Three lengths govern the density of Sb²⁺: the nucleus, about 10⁻⁴ bohr; the 1s shell, 1/Z ≈ 0.02 bohr; and the valence shell, about 2 bohr. Relativity enters through Zα = 0.37 (α is the fine-structure constant), roughly the speed of a 1s electron over that of light, and acts as (Zα)² ≈ 0.14. The table sets non-relativistic beside Dirac Hartree-Fock. With r the distance from the nucleus and n the electron density, D = 4πr²n counts electrons per bohr of radius.

Radial electron density of Sb²⁺ (Z = 51), [Kr] 4d¹⁰ 5s² 5p¹, computed with B-spline radial code 1 at the basis-set limit. The non-relativistic Hartree-Fock run uses a configuration average and a point nucleus; the Dirac-Coulomb Hartree-Fock run uses an average over nl shells and a Fermi nucleus (mass number 121, rms radius 4.6802 fm).

| r (bohr) | 4πr²n, non-rel. (electrons/bohr) | 4πr²n, Dirac (electrons/bohr) | Dirac / non-rel. |
| --- | --- | --- | --- |
| 0.000392 | 0.1733 | 0.3166 | 1.826 |
| 0.000601 | 0.3989 | 0.6865 | 1.721 |
| 0.000921 | 0.9066 | 1.469 | 1.620 |
| 0.00141 | 2.022 | 3.083 | 1.525 |
| 0.00216 | 4.395 | 6.305 | 1.435 |
| 0.00332 | 9.226 | 12.44 | 1.349 |
| 0.00779 | 32.26 | 38.48 | 1.193 |
| 0.0119 | 49.78 | 55.88 | 1.122 |
| 0.0183 | 62.80 | 66.49 | 1.059 |
| 0.0281 | 61.47 | 62.54 | 1.017 |
| 0.0430 | 56.18 | 58.24 | 1.037 |
| 0.0659 | 71.63 | 75.43 | 1.053 |
| 0.101 | 82.19 | 82.03 | 0.998 |
| 0.155 | 61.18 | 59.84 | 0.978 |
| 0.237 | 68.01 | 69.18 | 1.017 |
| 0.364 | 48.53 | 47.50 | 0.979 |
| 1.31 | 9.097 | 9.071 | 0.997 |
| 2.01 | 2.550 | 2.605 | 1.021 |
| 3.08 | 0.7720 | 0.7121 | 0.922 |

What shapes the non-relativistic column near the nucleus? The attraction −Z/r diverges and only the kinetic term can cancel it, which forces n to start as n(0)(1 − 2Zr). Continuing this start as a hydrogen-like exponential gives D = 4πr²n(0)exp(−2Zr), with n(0) from the same calculation. The formula agrees with the table within the rounding of r out to 0.00332 bohr. The initial slope is built into the Hamiltonian, so only the range is informative: the formula is 0.8% below the table at 0.0119 and 14% below at 0.0281, where the n = 2 shell sets in.

Why does the ratio climb inward to 1.826? In the radial Dirac equations the term Z/r couples the large and small components at the same order in r as the angular term. A trial power r^γ for an s₁/₂ state then requires γ² = 1 − (Zα)², so γ = 0.9282 instead of 1, and D starts as r^(2γ) instead of r². Dividing the normalised hydrogen-like 1s densities gives ratio = [2/Γ(2γ+1)](2Zr)^(2γ−2) = 1.137 (2Zr)^(−0.1437), with nothing fitted. At r = 0.00332, 2Zr = 0.3386, its power is 1.168, and 1.137 × 1.168 = 1.328, which is 1.5% below the tabulated 1.349. The first eight rows are all 1.1 to 1.5% low, and a power law fitted to them has the exponent −0.143. The shortfall has the size that the other shells supply: at the nucleus 2s is enhanced 2.376 times against 2.104 for 1s, and the total exceeds the 1s factor by 1.8%. Shrinking the shells with their shapes fixed cannot produce the climb, since that model levels off near 1.15.

Does the ratio diverge, then? For a point nucleus it would, slowly, by 6.3% per inward step of the grid. Inside an extended nucleus the potential is finite and the power law stops: the Dirac density averaged over the nucleus is 2.143 times the non-relativistic point value, and the law continued inward reaches that at about 7 fm, the scale of the nucleus. The first row lies at 4.4 rms nuclear radii, so most of 1.826 is the r^γ effect. The slope between the first two rows, −0.1387, is flatter than −0.1437 by about four times its rounding. The finite nucleus is the likely cause, though this is untested, because Hamiltonian and nuclear model change together between the columns.

Is the largest ratio the largest gain in charge? It is not, because the factor r² leaves little to multiply. The first row gains 0.14 electrons/bohr; the largest listed gain is 6.2 at 0.00779, where the ratio is only 1.193. Summed coarsely out to 0.0281, the gain is about 0.1 electron out of 49.

Why does the ratio cross 1 at least five times farther out? Both columns hold the same charge, so gains must be repaid. A shell that shrinks by a small fraction s becomes (1+s)D((1+s)r), and its ratio is 1 + s(1 + d ln D/d ln r): above 1 on the inner flank, below 1 once D falls faster than 1/r, with the next shell's inner flank then lifting it again. The mean radii of the two runs show the shifts: the s shells shrink by 3.4 to 5.0%, the j-averaged p shells by 1.1 to 2.5%, 3d stays and 4d grows by 0.8%. The standard reading is that s and p₁/₂ electrons penetrate to where they move fast and contract, then screen the nucleus better for d electrons; the runs give only the net result and do not part scalar from spin-orbit effects. Hydrogen-like shells scaled to these mean radii land on the right side of 1 in nine of the ten rows from 0.0281 outward, failing at 0.101. Sizes are poorer: 1.231 against 1.021 at 2.01 bohr, where the model density is itself 49% below the table. Ratios such as 0.998 and 0.997 mark a balance of gains and losses, not an absence of relativity. Nor are the three visible maxima a shell count, because 4s, 4p and 4d peak at 0.72 to 0.85 bohr, between two rows.

Does the last ratio, 0.922, belong to the asymptotic tail? An electron far out sees charge +3, so to leading order, and without exchange, its radial function obeys P″ = (κ² − 6/r)P with κ = √(−2ε) for orbital energy ε, and D ∝ r^(6/κ)exp(−2κr). Between 2.01 and 3.08 bohr the non-relativistic slope of ln D is −1.12 per bohr, between −1.47 for 5s and −0.86 for 5p, but that is no sign that the law holds: 5s and 5p have their maxima near 2 bohr, where the law already falls, and at 2.01 bohr the outer edge of the ten-electron 4d shell should still add to D and steepen the drop. Beyond, out to the radius near 4 bohr where n = 0.001 bohr⁻³, the slope comes closer to the 5p law without reaching it. The tail is still mixed, and 0.922 is the steep outer flank of shrunken shells, with 5s in by 3.5%, 5p₁/₂ by 3.0% and 5p₃/₂ by 0.1%. The Dirac run puts the 5p electron one third in 5p₁/₂ and two thirds in 5p₃/₂; in the ²P₁/₂ ground level the whole electron would sit in the contracted 5p₁/₂, and the ratio should fall lower still.

Which digits hold, and what would another element do? Radii have three figures, worth up to 0.7% in D on the inner rise; ratios compare the same radius and hold to 0.0005 as results of these two models. As statements about the ion they hold less well: both densities lack correlation, which matters most in the valence rows, and the Dirac one lacks Breit and QED terms. By the formula alone, 2γ − 2 is −0.0589 for As and −0.4086 for Bi, so with the grid factor 1.5328 the climb per step would be 1.5328^0.0589, or 2.5%, and 1.5328^0.4086, or 19%. The row-by-row comparisons follow in the printed output.

Output of the analysis:

```
Z alpha 0.3722, gamma 0.9282, 2gamma-2 -0.1437; same formula As -0.0589, Bi -0.4086
grid factor 1.5328; law gives 6.3% per inward step; skipped points after r = 0.00332 (1), 0.364 (2)
r | cusp error % (rounding of r, %) | 1s Dirac ratio, error % | slope to next row (rounding)
0.000392  +0.03 (0.25) | 1.806 -1.11 | -0.1387 (0.0013)
0.000601  -0.01 (0.16) | 1.698 -1.33 | -0.1416 (0.0014)
0.000921  +0.00 (0.10) | 1.597 -1.41 | -0.1415 (0.0015)
0.00141   -0.02 (0.66) | 1.502 -1.49 | -0.1424 (0.0016)
0.00216   -0.01 (0.41) | 1.413 -1.53 | -0.1447 (0.0017)
0.00332   -0.02 (0.25) | 1.328 -1.53 | -0.1439 (0.0009)
0.00779   -0.22 (0.08) | 1.175 -1.49 | -0.1437 (0.0020)
0.0119    -0.78 (0.33) | 1.106 -1.44 | -0.1353 (0.0021)
0.0183    -3.17 (0.04) | 1.040 -1.84 | -0.0947 (0.0023)
0.0281   -14.16 (0.15) | 0.977 -3.89 | +0.0456 (0.0023)
fitted exponent, first 8 rows (1s region): -0.1428; 1s prefactor 2/Gamma 1.1370
at nucleus Dirac/non-rel: total 2.143, 1s 2.104, 2s 2.376; total over 1s +1.8%; 1s share 86.9%
rms radius 8.84e-05 bohr, first row 4.4 times that; law from r=0.00332 reaches total at 7.0 fm
r | Dirac minus non-rel, e/bohr | ratio | contraction model ratio, difference | model D_nr error %
0.000392  +0.143 | 1.826 | 1.154 -0.672 |   -2.6
0.000601  +0.288 | 1.721 | 1.152 -0.569 |   -2.6
0.000921  +0.562 | 1.620 | 1.151 -0.469 |   -2.5
0.00141   +1.061 | 1.525 | 1.148 -0.377 |   -2.4
0.00216   +1.910 | 1.435 | 1.144 -0.291 |   -2.2
0.00332   +3.214 | 1.349 | 1.137 -0.212 |   -1.9
0.00779   +6.220 | 1.193 | 1.112 -0.081 |   -0.9
0.0119    +6.100 | 1.122 | 1.089 -0.033 |   -0.1
0.0183    +3.690 | 1.059 | 1.056 -0.003 |   +0.6
0.0281    +1.070 | 1.017 | 1.015 -0.002 |   +0.0
0.043     +2.060 | 1.037 | 1.012 -0.025 |   -4.6
0.0659    +3.800 | 1.053 | 1.056 +0.003 |   -3.6
0.101     -0.160 | 0.998 | 1.021 +0.023 |   +6.2
0.155     -1.340 | 0.978 | 0.953 -0.025 |   -3.4
0.237     +1.170 | 1.017 | 1.024 +0.007 |   -9.1
0.364     -1.030 | 0.979 | 0.993 +0.014 |  +35.6
1.31      -0.026 | 0.997 | 0.979 -0.018 |  +30.9
2.01      +0.055 | 1.021 | 1.231 +0.210 |  -48.9
3.08      -0.060 | 0.922 | 0.871 -0.051 |  +38.2
r >= 0.0281: same side of 1 in 9 of 10 rows, rms 0.070, worst r=2.01; ratio rounding 0.0005; crossings of 1: 5
extra electrons between r=0.000392 and 0.0281 (coarse trapezoid): 0.11
mean radius change, % (j-averaged): 1s -4.7, 2s -5.0, 2p -2.5, 3s -3.9, 3p -1.9, 3d -0.0
   4s -3.4, 4p -1.5, 4d +0.8, 5s -3.5, 5p -1.1 ; 5p1/2 -3.0, 5p3/2 -0.1
tail slope of ln D, 1/bohr: interval | table | 5s law | 5p law (last point: density 0.001/bohr^3)
non-rel 2.01-3.08 | -1.12 | -1.47 | -0.86
non-rel 3.08-3.983 | -1.50 | -1.92 | -1.38
Dirac 2.01-3.08 | -1.21 | -1.57 | -0.85
Dirac 3.08-3.927 | -1.54 | -2.00 | -1.36
```
